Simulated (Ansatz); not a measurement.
Ti: pressure and energy change per atom as volume scale varies

Results calculated with Ansatz 0.2.0, not measured. Plane-wave DFT, scalar-relativistic PAW made under PBE with cores redone for the functional, no dispersion; the given relaxed cell is scaled uniformly, energy at zero smearing counts from the unscaled cell, pressure at the given Fermi-Dirac smearing is positive in compression.

The cell before it is scaled or strained (space group Pm-3m, No. 221):
```
Ti
1.0
      2.6313     0.0000     0.0000
      0.0000     2.6313     0.0000
      0.0000     0.0000     2.6313
Ti
1
Direct
  0.00000 0.00000 0.00000
```

Settings of every row: spin polarised no; functional r2SCAN; wave cutoff 500 eV; smearing width 0.1 eV; k mesh 13x13x13.

Atom starting moment: 0 on all atoms.

Limits: the cell comes from a prototype or a list of computed structures and needn't be the stable phase.

| row | volume scale | V (Å³/atom) | pressure (GPa) | energy change per atom (meV) |
| --- | --- | --- | --- | --- |
| 1 | 0.88 | 16.032 | 12.42 | 71.83 |
| 2 | 0.92 | 16.761 | 7.36 | 27.97 |
| 3 | 0.96 | 17.49 | 3.18 | 5.28 |
| 4 | 1.04 | 18.947 | -3.17 | 9.07 |
| 5 | 1.08 | 19.676 | ? | ? |
| 6 | 1.12 | 20.405 | -7.59 | 61.06 |

Question: what pressure and energy change per atom should row 5 give?

Worked fit of pressure. Take u = (V_r/V)^(2/3) − 1 with V_r = 17.49 Å³ an atom, which is twice the finite (Eulerian) strain; such expansions in the strain, on which the Birch-Murnaghan equation of state is built, carry the rest volume and the bulk modulus. The shown rows have u = 0.05975, 0.02879, 0, -0.05195, -0.09766. Least squares give pressure = 3.191 + 137.52 × u + 279 × u² GPa; a straight line predicts inner rows, each left out in turn, worse (root mean square 0.79 against 0.039 GPa). The rows lie off it by 0.02, -0.02, -0.01, 0.03, -0.01. The pressure vanishes at u = -0.0244, or V = 18.15 Å³ an atom, and there the bulk modulus at fixed shape and fractions is B = −V dP/dV = (2/3)(1 + u) dP/du = 80.6 GPa. The withheld row has u = -0.07551, so the fit gives 3.191 + 137.52 × (-0.07551) + 279 × (-0.07551)² = -5.60 GPa.

The calculation gave -5.58 GPa. The fit lies 0.02 GPa (0.1 % of the column's range) below it; its largest miss of a shown row is 0.03 GPa.

Worked fit of energy change per atom. Take u = (V_r/V)^(2/3) − 1 with V_r = 17.49 Å³ an atom, which is twice the finite (Eulerian) strain; such expansions in the strain, on which the Birch-Murnaghan equation of state is built, carry the rest volume and the bulk modulus. The shown rows have u = 0.05975, 0.02879, 0, -0.05195, -0.09766. Least squares give energy change per atom = 5.16 + 476.92 × u + 10732.5 × u² meV; a straight line predicts inner rows, each left out in turn, worse (root mean square 31 against 0.36 meV). The rows lie off it by -0.14, 0.18, 0.12, -0.28, 0.12 (root mean square 0.18 meV). The withheld row has u = -0.07551, so the fit gives 5.16 + 476.92 × (-0.07551) + 10732.5 × (-0.07551)² = 30.34 meV.

The calculation gave 30.09 meV. The fit lies 0.25 meV (0.38 % of the column's range) above it; its largest miss of a shown row is 0.28 meV.
